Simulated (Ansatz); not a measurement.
Ag: energy change per atom and pressure against volume scale

Results calculated with Ansatz 0.2.0, not measured. Plane-wave DFT, scalar-relativistic PAW made under PBE with cores redone for the functional, no dispersion; the given relaxed cell is scaled uniformly, energy at zero smearing counts from the unscaled cell, pressure at the given Fermi-Dirac smearing is positive in compression.

The cell before it is scaled or strained (space group Fm-3m, No. 225):
```
CELL_PARAMETERS angstrom
0.00000 2.12900 2.12900
2.12900 0.00000 2.12900
2.12900 2.12900 0.00000
ATOMIC_POSITIONS crystal
Ag 0.00000 0.00000 0.00000
```

Settings of every row: spin polarised no; functional BLYP; wave cutoff 420 eV; smearing width 0.1 eV; k mesh 21x21x21.

Atom starting moment: 0 on all atoms.

```
row  volume scale  V (Å³/atom)  energy change per atom (meV)  pressure (GPa)
  1          0.88       16.984                         79.83           12.71
  2          0.92       17.756                         32.23             7.3
  3          0.96       18.528                             ?               ?
  4          1.04       20.072                          5.92           -2.38
  5          1.08       20.844                         21.97           -4.21
  6          1.12       21.616                          45.7           -5.58
```

Question: what energy change per atom and pressure should row 3 give?

Worked fit of energy change per atom. Take u = (V_r/V)^(2/3) − 1 with V_r = 20.072 Å³ an atom, which is twice the finite (Eulerian) strain; such expansions in the strain, on which the Birch-Murnaghan equation of state is built, carry the rest volume and the bulk modulus. The shown rows have u = 0.11781, 0.08517, 0, -0.02485, -0.0482. Least squares give energy change per atom = 5.193 − 426.38 × u + 8934.45 × u² meV; a straight line predicts inner rows, each left out in turn, worse (root mean square 25 against 2 meV). The rows lie off it by 0.87, -1.46, 0.73, 0.66, -0.80 (root mean square 0.95 meV). The withheld row has u = 0.05481, so the fit gives 5.193 − 426.38 × (0.05481) + 8934.45 × (0.05481)² = 8.66 meV.

The calculation gave 7.41 meV. The fit lies 1.25 meV (17 % of the value, 1.7 % of the column's range) above it; its largest miss of a shown row is 1.46 meV.

Worked fit of pressure. Take u = (V_r/V)^(2/3) − 1 with V_r = 20.072 Å³ an atom, which is twice the finite (Eulerian) strain; such expansions in the strain, on which the Birch-Murnaghan equation of state is built, carry the rest volume and the bulk modulus. The shown rows have u = 0.11781, 0.08517, 0, -0.02485, -0.0482. Least squares give pressure = −2.434 + 82.71 × u + 384.7 × u² GPa; a straight line predicts inner rows, each left out in turn, worse (root mean square 1.1 against 0.14 GPa). The rows lie off it by 0.06, -0.10, 0.05, 0.04, -0.05 (root mean square 0.064 GPa). The withheld row has u = 0.05481, so the fit gives −2.434 + 82.71 × (0.05481) + 384.7 × (0.05481)² = 3.26 GPa.

The calculation gave 3.17 GPa. The fit lies 0.09 GPa (2.8 % of the value, 0.49 % of the column's range) above it; its largest miss of a shown row is 0.10 GPa.
